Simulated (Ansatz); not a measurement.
# Volume expansion of zinc-blende BP from 100 to 800 K with PBE+D3(BJ): a worked problem

Between 100 K and 800 K the volume expansion coefficient of zinc-blende BP grows about twentyfold, although the crystal softens by only 4 %. What drives the rise, why does it slow down, and what coefficient follows for 600 K? The answer matters wherever BP, a stiff semiconductor that conducts heat well, is bonded to another material: a mismatch in expansion strains the joint on heating. The quantity is $\alpha = (1/V)(\partial V/\partial T)$ at 0 GPa, the relative change of volume per kelvin, and a third of it is the linear coefficient of this cubic crystal. It is calculated with PBE+D3(BJ) from quasi-harmonic phonons. The rows are compared with one another along temperature; no measured expansion is given.

## Computational details

One crystal, BP (zinc-blende), taken from a measured cell of the Crystallography Open Database (known phase), directly or through a relaxation at another level, and relaxed at 0 GPa. Ansatz 0.2.0 rows: plane waves, scalar-relativistic, no spin-orbit coupling, no spin, the program's default PAW potentials at 487 eV, k meshes with a least product of divisions and cell-vector length of 38 Å, phonons by linear response on a 4×4×4 q mesh. The tabled runs alone: cutoff 487 eV, k length 38 Å, k mesh 12×12×12. Warnings of the programs on runs behind the rows: phonon interpolation lacks quadrupole term (all rows); thermal expansion settings (all rows). The rows are a selection of points from finer curves.

Notes on method and selection:

- Quasi-harmonic free energy over the symmetry-keeping strains of the cell, electrons included where there is no gap; no phonon-phonon terms beyond the dependence on the cell.
- The expansion converges slowly with the q mesh and runs high in soft ionic crystals; temperatures at which the program's estimate of the fit error passes a tenth of the linear coefficient plus 0.15·10⁻⁶/K, or the cell lies outside the strains at which phonons were computed, are left out.
- Runs that did not converge, have known faults or may not be shown are not listed, and runs on Ansatz's PAW sets soft_1 and soft_2 are kept to separate tables.

Columns:

- Cv (J/(mol K)): heat capacity at constant volume per mole of atoms.
- bulk modulus (GPa): isothermal bulk modulus.
- volume expansion (10⁻⁶/K): volume expansion coefficient.
- Grüneisen parameter: thermodynamic Grüneisen parameter α·B·V/Cv.

## Numbers

| member | temperature (K) | Cv (J/(mol K)) | bulk modulus (GPa) | volume expansion (10⁻⁶/K) | Grüneisen parameter |
| --- | --- | --- | --- | --- | --- |
| 100 K | 100 | 2.93 | 167.1 | 0.83 | 0.330 |
| 200 K | 200 | 9.41 | 166.7 | 4.47 | 0.550 |
| 300 K | 300 | 14.58 | 166.0 | 8.72 | 0.690 |
| 400 K | 400 | 17.93 | 165.0 | 11.80 | 0.757 |
| 500 K | 500 | 20.01 | 164.0 | 13.84 | 0.791 |
| 600 K | 600 | ? | 162.8 | ? | ? |
| 700 K | 700 | 22.20 | 161.7 | 16.18 | 0.824 |
| 800 K | 800 | 22.80 | 160.5 | 16.90 | 0.834 |

Cells marked ? are withheld until the estimate has been made.

## Interpretation

Solution. The coefficient rises from each shown temperature to the next, but ever more slowly above 300 K. In units of 10⁻⁶/K, it gains 8.72 − 4.47 = 4.25 from 200 to 300 K, but only 16.90 − 16.18 = 0.72 from 700 to 800 K.

The columns are linked by

$$\alpha = \frac{\gamma\, C_V}{B\,V},$$

with $\gamma$ the Grüneisen parameter, $B$ the bulk modulus and $V$ the volume per mole of atoms. Between 300 and 800 K, $\alpha$ grows by a factor 16.90 / 8.72 = 1.94. The heat capacity contributes 22.80 / 14.58 = 1.56, the Grüneisen parameter 0.834 / 0.690 = 1.21 and the softer lattice 166.0 / 160.5 = 1.03. Together they give (22.80 / 14.58) × (0.834 / 0.690) × (166.0 / 160.5) = 1.95, and the small remainder is the growth of $V$ together with rounding. The filling of the phonon modes is thus the largest factor, and softening is a minor one. The same order holds for the whole rise from 100 to 800 K: the heat capacity contributes 22.80 / 2.93 = 7.78, the Grüneisen parameter 0.834 / 0.330 = 2.53 and the softer lattice 167.1 / 160.5 = 1.04.

Light atoms and stiff covalent bonds give BP high phonon frequencies, so many modes are still frozen at room temperature. The classical limit of $C_V$ is $3R$, about 25 J/(mol K) per mole of atoms; the crystal has reached roughly 60 % of it at 300 K and 90 % at 800 K. As $C_V$ levels off, so does $\alpha$.

The rise of $\gamma$ has a related origin. In tetrahedral crystals the low-lying transverse acoustic modes, which bend bonds more than they stretch them, have small or even negative mode Grüneisen parameters. They are excited first and hold the expansion back. The stiffer bond-stretching modes, whose frequencies fall as the bonds lengthen, join later and raise the average. Mode-by-mode values are not shown in the table, but $\gamma$ climbing from 0.330 at 100 K to 0.834 at 800 K fits this picture.

## An estimate before looking

Plain estimates from the members shown:

- 600 K, straight-line interpolation between 500 K and 700 K: w = (600 − 500) / (700 − 500) = 0.500, so 13.84 + 0.500 × (16.18 − 13.84) = 15.01 10⁻⁶/K

The straight line between 500 and 700 K gives 15.01 10⁻⁶/K. This must be too low, because the slope is falling: in 10⁻⁶/K per 100 K it is 13.84 − 11.80 = 2.04 from 400 to 500 K and 16.90 − 16.18 = 0.72 from 700 to 800 K, and a chord lies below a curve that bends this way.

A cubic through the rows at 400, 500, 700 and 800 K includes the bend. At the midpoint it gives

(4 × (13.84 + 16.18) − (11.80 + 16.90)) / 6 = 15.23.

The same kind of cubic can be tried on the 500 K row, using 300, 400, 700 and 800 K:

−0.3 × 8.72 + 1.0 × 11.80 + 0.5 × 16.18 − 0.2 × 16.90 = 13.89,

which is 0.05 above the tabulated 13.84. The error of a cubic scales with the product of the distances to its four points, if the fourth derivative changes little. In units of 100 K that product is 2 × 1 × 2 × 3 = 12 in the trial and 2 × 1 × 1 × 2 = 4 at 600 K. The expected excess is therefore 0.05 × 4 / 12 = 0.02, and the estimate becomes 15.23 − 0.02 = 15.21 10⁻⁶/K.

The fourth derivative is not strictly constant, so the correction is uncertain by about its own size. With a little added for numerical scatter in the rows, one standard deviation is put at 0.03 · 10⁻⁶/K. It covers the interpolation, not the error of the functional or of the phonon mesh.

**Committed estimate, 600 K: volume expansion = 15.21 ± 0.03 10⁻⁶/K.**

## The withheld result

| member | temperature (K) | Cv (J/(mol K)) | bulk modulus (GPa) | volume expansion (10⁻⁶/K) | Grüneisen parameter |
| --- | --- | --- | --- | --- | --- |
| 600 K | 600 | 21.33 | 162.8 | 15.21 | 0.811 |

| member | estimate | volume expansion (10⁻⁶/K) | computed | estimate − computed | miss in error bars |
| --- | --- | --- | --- | --- | --- |
| 600 K | committed | 15.21 | 15.21 | 0.00 | 0.0 |
| 600 K | interpolation | 15.01 | 15.21 | −0.20 |  |

The estimate of 15.21 10⁻⁶/K agrees with the computed value to the last printed digit and so lies inside its error bar of 0.03. The straight line between 500 and 700 K came out 0.20 too low, as expected for a chord under a curve whose slope is falling. The cubic without its correction would have been 0.02 too high. The correction had the right sign and size, but at two units of the last digit this is a weak test of it.

The hit shows that the curve is smooth; it does not by itself identify the cause. The other columns of the new row say more about that. From 500 to 600 K the heat capacity grows by a factor 21.33 / 20.01 = 1.066, the Grüneisen parameter by 0.811 / 0.791 = 1.025, and the softer lattice adds 164.0 / 162.8 = 1.007. The filling of the phonon modes is still the largest factor here.

## Members off the line

No row breaks the smooth rise. In relative terms the 100 K row does depart most from simple proportionality between expansion and heat capacity: scaled down from 800 K, that rule would give 16.90 × 2.93 / 22.80 = 2.17 10⁻⁶/K, against 0.83 in the table.

The likeliest reason is the one given for the rise of the Grüneisen parameter: at 100 K mainly low-lying acoustic modes are excited, and the transverse ones among them add little to the expansion or reduce it. This has the right sign. The 4×4×4 q mesh may also contribute, since so small a coefficient depends on few modes, but the size and sign of that error are not shown in the table.

## Conclusions and limits

From 300 to 800 K the expansion of BP at this level follows mainly the heat capacity, helped by a slowly rising Grüneisen parameter. A cubic through four neighbouring rows came within about 0.05 · 10⁻⁶/K at both temperatures tried, 500 and 600 K.

For a joint heated from 300 to 800 K, the trapezoidal sum over the rows gives the relative change of volume:

100 × (8.72 / 2 + 11.80 + 13.84 + 15.21 + 16.18 + 16.90 / 2) = 6984 in units of 10⁻⁶, or 0.70 %.

The change in length is a third of this, 0.70 / 3 = 0.23 %, or about 23 µm on a free piece 10 mm long. The strain in the joint follows from the difference between this and the expansion of the other material.

No omitted effect is expected to rival the twentyfold rise across the table. Phonon-phonon terms beyond the dependence on the cell grow with temperature and should matter most near 800 K; their size and sign are not settled here.
